# In stretched SiC, a wider band gap goes with a higher refractive index

Suppose the refractive index of a cubic SiC optical part must be corrected for a change in density, and the only quantity to hand is the shift of its band gap. A simple rule says that a wider gap means more tightly held electrons, weaker screening and a lower index. In the calculations below, that rule gives a correction of the wrong sign. The index should be taken from a response calculated at the changed volume, not inferred from the gap.

Ansatz 0.2.0, DFT with the r2SCAN functional, for cubic SiC (F-43m, two-atom cell) under uniform strain. The calculations are spin-unpolarised, with PAW potentials, a 500 eV plane-wave cutoff, an 8×8×8 k mesh and fixed occupations. The dielectric constant is the linear response to a homogeneous electric field with the atoms held fixed.

| volume (Å³/atom) | shortest distance (Å) | electronic dielectric xx |
| --- | --- | --- |
| 9.142 | 1.811 | 6.262 |
| 9.430 | 1.830 | 6.317 |
| 9.725 | 1.849 | 6.378 |
| 10.026 | 1.867 | 6.446 |
| 10.332 | 1.886 | 6.521 |
| 10.646 | 1.905 | 6.603 |
| 10.965 | 1.924 | 6.694 |
| 11.291 | 1.943 | 6.795 |
| 11.623 | 1.962 | 6.905 |

The electronic dielectric constant, $\varepsilon$, measures how readily the valence electrons shift in an electric field while the nuclei stay in place. Its square root is the refractive index for light well below the absorption edge and well above the lattice vibrations. Cubic symmetry makes the response the same along all three axes, so the xx component in the table is the only independent value at each volume. The static dielectric constant also gains from the movement of the ions, which these values exclude.

## How the failure shows itself

As the crystal expands, $\varepsilon$ rises at every step, from 6.262 to 6.905. In the same calculations the fundamental gap, the energy between the highest filled and the lowest empty state, also widens at every step, from 1.62 to 1.78 eV. The rule demands that the two move in opposite directions. They move together, so the failure can be recognised before any formula is used.

A simple model shows how large the failure is. Treat each valence electron as a charge on a spring whose frequency corresponds to an excitation energy $E$. The displacement in a given field is proportional to $1/E^2$, and the polarisation of the solid is this displacement times the number of electrons per volume. For a crystal of volume $V$ with a fixed number of valence electrons, this gives

$$\varepsilon-1=\left(\frac{E_p}{E}\right)^2\propto\frac{1}{V E^2},$$

where $E_p$ is the plasma energy, set by the electron density alone. This is the core of the Penn model. The one-gap rule enters when the fundamental gap is put in place of $E$.

Take the crystal with its edges stretched by 4%, the last row of the table. The unstrained crystal, at 10.332 Å³/atom, sets the scale: its $\varepsilon-1$ is 5.521 and its gap is 1.713 eV. Dilution and the wider gap then give

$$\varepsilon\approx1+5.521\times\frac{1}{1.04^3}\times\left(\frac{1.713}{1.780}\right)^2\approx5.55.$$

The calculated value is 6.905. The estimate predicts a clear fall where the full response rises, and the stretched row played no part in setting the scale.

The absolute size gives a second warning. With four valence electrons per atom, the plasma energy of unstrained SiC is about 23 eV. Dividing it by the fundamental gap and squaring gives a dielectric constant near 180, against a calculated 6.5. To reproduce the calculated value, $E$ must be of order 10 eV. The electrons that do most of the screening are therefore excited across energies far larger than the fundamental gap.

## Why the fundamental gap is the wrong gap

In the linear response of an insulator, a uniform field mixes filled and empty states only at the same crystal momentum. Such pairs are joined by vertical transitions in a band diagram. The fundamental gap of cubic SiC is not of this kind in any row. Its filled state lies at the zone centre, called Γ, and its empty state at a zone-boundary point, called X.

The gap widens for a reason that has little to do with stiffer electrons. It equals the vertical gap at X minus the amount by which the valence band rises from X to Γ. Across the series the vertical gap at X shrinks from 5.191 to 4.884 eV, a loss of about 0.31 eV. The rise of the valence band shrinks by more, about 0.47 eV, so the difference between them grows by 0.16 eV.

Bonding theory explains the narrower valence band. A band is broad when orbitals on neighbouring atoms overlap strongly, and it narrows when the atoms move apart. The top of the valence band then comes down towards the valence level at X. Here that drop outweighs the shrinking of the vertical gap, so the fundamental gap opens. Weaker overlap also reduces the splitting between bonding and antibonding states, which makes the electrons easier to polarise. One cause can thus widen the fundamental gap and raise $\varepsilon$ together.

## Which gap does the work

Even a vertical gap is not automatically the right one. Expansion dilutes the electrons, so the typical excitation energy must fall by about 11% across the series merely to hold $\varepsilon$ constant. The model needs a fall of about 16% to match the calculated rise. The smallest vertical gap, at X, falls by only 6%, and an estimate based on it still has the wrong sign.

Other parts of the band structure respond much more strongly. Between the crystals compressed by 3% and stretched by 3%, the lowest vertical gap at Γ drops from 7.97 to 5.72 eV. That is a fall of 28%, while the one at X falls by 4.5%. The average the model needs between these two volumes, a fall of 12%, lies between them. Γ is an extreme case: at the zone-boundary point L the lowest vertical gap falls from 8.02 to 6.24 eV, or 22%, and over twenty points of the k mesh the fall ranges from about 6% near X to the 28% at Γ. The smallest vertical gap thus sits where the bands respond least to strain, which makes it a poor sample of the zone.

The hydrogen molecule offers a simpler picture. Stretch its bond a little and the overlap weakens, the bonding and antibonding levels approach each other, and the electrons become easier to polarise along the bond. The stretched Si–C bonds behave in the same sense. The comparison stops there: the molecule has no valence band to narrow, no density to dilute and no separate gap between different crystal momenta. It also applies only to modest stretching, well before the bond breaks.

## A better rule, and its own limit

The bond picture can be turned into an estimate. An electron confined over a length $d$ has a kinetic energy proportional to $1/d^2$, and the coupling between neighbouring orbitals scales in roughly the same way. Let $d$ be the shortest distance in the table, and let the average bonding–antibonding gap follow this scaling. This leaves aside the part of the gap that comes from the difference between silicon and carbon; if that part stayed fixed, the average gap would fall more slowly than $1/d^2$, so the omission favours the rule. Since the volume grows as $d^3$, the model becomes

$$\varepsilon-1\propto\frac{1}{d^3}\times d^4=d.$$

Dilution takes away three powers of the bond length, and the softer bonds give back four. The net effect is a gentle rise.

For the crystal stretched by 4%, the new rule gives $1+5.521\times1.04\approx6.74$. The sign is right, and the miss is 0.16 instead of the 1.36 of the fundamental-gap estimate. Yet the rule captures only a little more than half of the calculated increase from the unstrained crystal. It is good enough to explain the direction, but not to design an optical coating.

The form of the error is instructive. Near the compressed end, $\varepsilon-1$ does grow almost in proportion to $d$. Near the stretched end, it grows almost as $d^2$. In the language of the model, the average gap begins by falling as $1/d^2$ and ends by falling nearly as $1/d^{2.5}$. A single power therefore fails as the bonds lengthen, even though the physical picture behind it still gives the right direction.

The plainest reading is that the gaps do not follow a power law in the first place. The average gap the model needs drops by an almost constant step, about 2.2% of its unstrained value for each percent of stretch, and a quantity that falls in equal steps loses a growing fraction of itself at each one. The vertical gap at X shows the same habit on its own: its step grows from 0.034 eV at the compressed end to 0.043 eV at the stretched end. The fastest-falling gaps also gain weight as they shrink, but over so small a range of strain this is expected to be the lesser effect. Changes in the strengths of the transitions could bend the curve as well, and the values here do not measure them.

## What to do with this

For small, uniform changes of density around the unstrained crystal at a fixed temperature, use the calculated slope. Between 1% compression and 1% stretch of the edges, $\varepsilon$ rises from 6.446 to 6.603, or about 0.08 per percent of length. The bond rule would give about 0.055 per percent, which is too low for a quantitative correction. The slope comes from one functional and one k mesh, and each value carries a stated error of about 0.018. For larger strains, interpolate in the table, because the slope itself increases. Heating also changes the index through the vibrations of the nuclei, which the slope leaves out. A film held by its substrate is strained differently along and across the surface, and it needs its own calculation.

The same caution applies when the gap is wrong because of the functional. The calculated gap of unstrained SiC is 1.71 eV, while the measured one is roughly 2.4 eV, a recalled figure. Vibrations of the nuclei, which the calculation leaves out, would narrow the gap further, so they do not explain the shortfall; functionals of this kind generally give gaps that are too small. It would be tempting to repair $\varepsilon$ by inserting the measured gap into the one-gap formula. That would roughly halve $\varepsilon-1$, through the very substitution that has just failed.

For a related tetrahedral semiconductor, begin with the competition between dilution and bond softening. Within the model, if the average vertical gap falls faster than $1/d^{1.5}$, softening wins and $\varepsilon$ rises on expansion; if it falls more slowly, dilution wins. The useful evidence is how vertical gaps across the whole zone respond to strain. A shift of the absorption edge alone can mislead even about the sign, as it does here.
